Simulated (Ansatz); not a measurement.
Mg₂O: the change of energy above lowest point and pressure with volume per atom

All results are calculated (Ansatz 0.2.0 development build). Equation of state of a cubic crystal from periodic Kohn-Sham density functional theory without spin; pressure corrected for the finite basis.

Cell of the first row (space group Fm-3m, No. 225):
```
Mg2O
1.0
      0.0000     2.7621     2.7621
      2.7621     0.0000     2.7621
      2.7621     2.7621     0.0000
Mg O
2 1
Direct
  0.25000 0.25000 0.25000
  0.75000 0.75000 0.75000
  0.00000 0.00000 0.00000
```

Settings of every row: formula Mg2O; structure type antifluorite; functional PBE; spin treatment none; k mesh 33x33x33; occupation method fermi-dirac; occupation width 0.061225619 eV; wave cutoff 420 eV; datasets soft-1 PAW; density cutoff ratio 4.

Limits: a cubic model structure, not a phase known at ambient conditions.

```csv
row,volume per atom (Å³),energy above lowest point (meV/atom),pressure (GPa)
1,14.049,10.94,4.063
2,14.348,4.75,2.592
3,14.647,1.18,1.253
4,14.946,0,0.032
5,15.245,0.99,-1.082
6,15.544,?,?
7,15.842,8.77,-3.028
```

Question: what energy above lowest point and pressure should row 6 give?

Worked fit of energy above lowest point. Take u = (V_r/V)^(2/3) − 1 with V_r = 14.796 Å³ an atom, which is twice the finite (Eulerian) strain; such expansions in the strain, on which the Birch-Murnaghan equation of state is built, carry the rest volume and the bulk modulus. The shown rows have u = 0.03514, 0.02071, 0.00677, -0.0067, -0.01973, -0.04452. Least squares give energy above lowest point = 0.305 + 87.49 × u + 6172.2 × u² − 1428 × u³ meV/atom; a parabola predicts inner rows, each left out in turn, worse (root mean square 0.029 against 0.0054 meV/atom). All shown rows lie on it to the printed digit. Its lowest point lies at u = -0.0071, or V = 14.95 Å³ an atom, and the curvature there gives the bulk modulus at fixed shape and fractions, B = (4/9)(1 + u)² E″(u)/V = 58.2 GPa. The withheld row has u = -0.03234, so the fit gives 0.305 + 87.49 × (-0.03234) + 6172.2 × (-0.03234)² − 1428 × (-0.03234)³ = 3.98 meV/atom.

The calculation gave 3.98 meV/atom. The fit meets it to the printed digit.

Worked fit of pressure. Take u = (V_r/V)^(2/3) − 1 with V_r = 14.796 Å³ an atom, which is twice the finite (Eulerian) strain; such expansions in the strain, on which the Birch-Murnaghan equation of state is built, carry the rest volume and the bulk modulus. The shown rows have u = 0.03514, 0.02071, 0.00677, -0.0067, -0.01973, -0.04452. Least squares give pressure = 0.6304 + 90.6 × u + 196.15 × u² + 155 × u³ GPa; a parabola predicts inner rows, each left out in turn, worse (root mean square 0.0031 against 0.00031 GPa). All shown rows lie on it to the printed digit. The pressure vanishes at u = -0.0071, or V = 14.95 Å³ an atom, and there the bulk modulus at fixed shape and fractions is B = −V dP/dV = (2/3)(1 + u) dP/du = 58.2 GPa. The withheld row has u = -0.03234, so the fit gives 0.6304 + 90.6 × (-0.03234) + 196.15 × (-0.03234)² + 155 × (-0.03234)³ = -2.100 GPa.

The calculation gave -2.099 GPa. The fit lies 0.001 GPa (0.014 % of the column's range) below it, one unit of the last digit.
